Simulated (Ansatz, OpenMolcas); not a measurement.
## GeSiH6 (SMILES [SiH3][GeH3]): the energy, rung by rung

The species is GeSiH6 (8 atoms), meant as a singlet with charge 0. As SMILES, `[SiH3][GeH3]`. The coordinates come from a PBE0-D4/def2-TZVP relaxation.

```xyz
8

Si   -0.5167    0.3865   -1.0102
Ge    0.5297   -0.3938    0.9774
H    -1.8949    0.8572   -0.7109
H    -0.5908   -0.7084   -2.0133
H     0.2608    1.5145   -1.5874
H     0.6191    0.7336    2.0194
H     1.9543   -0.8905    0.6791
H    -0.2693   -1.5562    1.5901
```

Each level gives the energy change with the Si1–H5 bond stretched from 1.487 to 2.230 Å (eV). The values are calculated.

```json
{"level": "BLYP/cc-pVDZ (restricted)", "kind": "GGA", "program": "Ansatz", "value (eV)": "1.72"}
{"level": "B3LYP/cc-pVDZ (restricted)", "kind": "global hybrid", "program": "Ansatz", "value (eV)": "1.87"}
{"level": "BHLYP/cc-pVDZ (restricted)", "kind": "global hybrid", "program": "OpenMolcas", "value (eV)": "2.06"}
{"level": "PBE0/cc-pVDZ (restricted)", "kind": "global hybrid", "program": "Ansatz", "value (eV)": "1.91"}
{"level": "r2SCAN0/cc-pVDZ (restricted)", "kind": "hybrid meta-GGA", "program": "Ansatz", "value (eV)": "1.99"}
{"level": "RPA@PBE0/cc-pVDZ (restricted)", "kind": "RPA", "program": "Ansatz", "value (eV)": "1.96"}
{"level": "BCCD(T)/cc-pVDZ (restricted)", "kind": "coupled cluster or CI", "program": "Ansatz", "value (eV)": "1.88"}
{"level": "CCSD/cc-pVDZ (restricted)", "kind": "coupled cluster or CI", "program": "Ansatz", "value (eV)": "1.92"}
```

All-electron rows without a relativistic Hamiltonian named are non-relativistic. The first shape isn't each level's own minimum. The values span 1.72 to 2.06 eV. In the correlated wave-function rows the outer d shell of Ge is correlated, in sets not made for it.

Stretching the Si–H bond costs more as exact exchange replaces semilocal exchange: the energy rises from 1.72 eV with BLYP through 1.87 eV with B3LYP to 2.06 eV with BHLYP. As the bonding and antibonding σ orbitals approach each other, left-right correlation grows. A restricted determinant with exact exchange retains too much ionic character, whereas semilocal exchange mimics part of the missing correlation and so lowers the stretched structure. The exchange fraction is not the only factor, since r2SCAN0 lies above PBE0 although both mix in the same share.

BCCD(T) gives 1.88 eV against 1.92 eV for CCSD, the direction expected if connected triples recover more correlation in the weakened bond, though the change of orbitals may also contribute. B3LYP almost coincides with BCCD(T), but this probably reflects some cancellation between exchange and correlation errors, and doesn't establish similar accuracy along the whole curve. The energies describe a partly stretched bond, and so give neither the Si–H dissociation energy nor the relative strength of the Si–H and Ge–H bonds.
